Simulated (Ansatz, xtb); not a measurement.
## Two isomers of C2H7Ga

We compare X, `[CH3][GaH][CH3]`, a singlet, with Y, `C[CH2][GaH2]`, a singlet. Both are isolated molecules in the gas phase, relaxed with r2SCAN-D4/def2-SVP; the shapes shown needn't be the lowest conformers.

X (Å):

```xyz
10

C    -1.3383   -0.3185    0.5161
C     1.0764   -0.5241   -1.9460
Ga   -0.0414    0.5152   -0.7052
H    -1.1171   -0.0351    1.5593
H    -1.3560   -1.4168    0.4490
H    -2.3532    0.0594    0.3040
H     0.1072    2.0837   -0.6910
H     2.1444   -0.3301   -1.7481
H     0.9025   -1.6090   -1.8842
H     0.8929   -0.1998   -2.9846
```

Y (Å):

```xyz
10

C    -0.7342   -0.2545    1.4168
C    -1.0974   -0.7043    0.0015
Ga   -1.3342    0.7186   -1.3431
H     0.2131    0.3088    1.4358
H    -2.0309   -1.2999    0.0015
H    -0.3354   -1.3990   -0.4020
H    -1.1537    2.2304   -0.9531
H    -1.7075    0.3432   -2.8219
H    -1.5041    0.4081    1.8449
H    -0.6188   -1.1070    2.1083
```

Quicker runs give these differences E(Y) − E(X): GFN2-xTB −0.6 kcal/mol; HF/STO-3G +10.4 kcal/mol (at GFN2-xTB geometries); r2SCAN-D4/def2-SVP//GFN2-xTB +10.3 kcal/mol.

Q: Which of the two would you expect CCSD(T)/def2-TZVP electronic energies to favour?

A: Structure X; the calculation gives E(Y) − E(X) = +12.0 kcal/mol.

Level by level:

```
                       level            geometry  E(Y) − E(X) (kcal/mol)  departure from the last row (kcal/mol)  job, with rough time for the two
                    GFN2-xTB            GFN2-xTB                      −0.6                                   −12.6              optimisation, 0.76 s
                   HF/STO-3G            GFN2-xTB                     +10.4                                    −1.7               single point, 3.8 s
r2SCAN-D4/def2-SVP//GFN2-xTB            GFN2-xTB                     +10.3                                    −1.7               single point, 5.4 s
          r2SCAN-D4/def2-SVP  r2SCAN-D4/def2-SVP                      +9.9                                    −2.1               optimisation, 3 min
                HF/def2-TZVP  r2SCAN-D4/def2-SVP                      +9.8                                    −2.2           part of the CCSD(T) run
               MP2/def2-TZVP  r2SCAN-D4/def2-SVP                     +12.9                                    +0.8           part of the CCSD(T) run
           CCSD(T)/def2-TZVP  r2SCAN-D4/def2-SVP                     +12.0                                                        single point, 63 s
```

As drawn, Y has 1 C–C, 1 Ga–H in place of 1 C–Ga, 1 C–H.

GFN2-xTB puts the two in the other order. The largest departure from CCSD(T)/def2-TZVP is that of GFN2-xTB, 12.6 kcal/mol.

With harmonic frequencies from r2SCAN-D4/def2-SVP (ideal gas, rigid rotor, one conformer each, 298.15 K, 1 atm): on the last row, ΔE + ΔZPE = +12.0 kcal/mol. A mode under 50 cm⁻¹ makes harmonic enthalpies and free energies unreliable, so none is given.

The correlated steps freeze 11 core orbitals; the filled d shell of Ga is correlated, in a basis made for valence electrons. Programs: Ansatz 0.2.0, xtb 6.7.1; the last row on 2 threads of Intel(R) Xeon(R) Processor @ 2.50GHz (Skylake/Cascade Lake) on a shared host.

Dimethylgallane (X) lies clearly below ethylgallane (Y), and the preference is already present at Hartree–Fock level, so it doesn't depend on electron correlation, which only widens it. The isomers differ by a bond exchange: X has a Ga–C and a C–H bond where Y has a Ga–H and a C–C bond. A C–H bond is normally considerably stronger than a C–C single bond, and this probably outweighs any advantage of Ga–H over Ga–C. The polarity of the Ga–C bond, with carbon more electronegative than hydrogen, should also favour placing a second carbon on gallium. The reversed order from GFN2-xTB stems from its energies rather than its structures, since r2SCAN-D4 gives nearly the same gap on either set of geometries; the likely fault is an uneven treatment of the exchanged bonds. Zero-point energy leaves the preference intact. Gallanes readily associate through Ga–H–Ga bridges, and the order of the monomers needn't carry over to such aggregates.
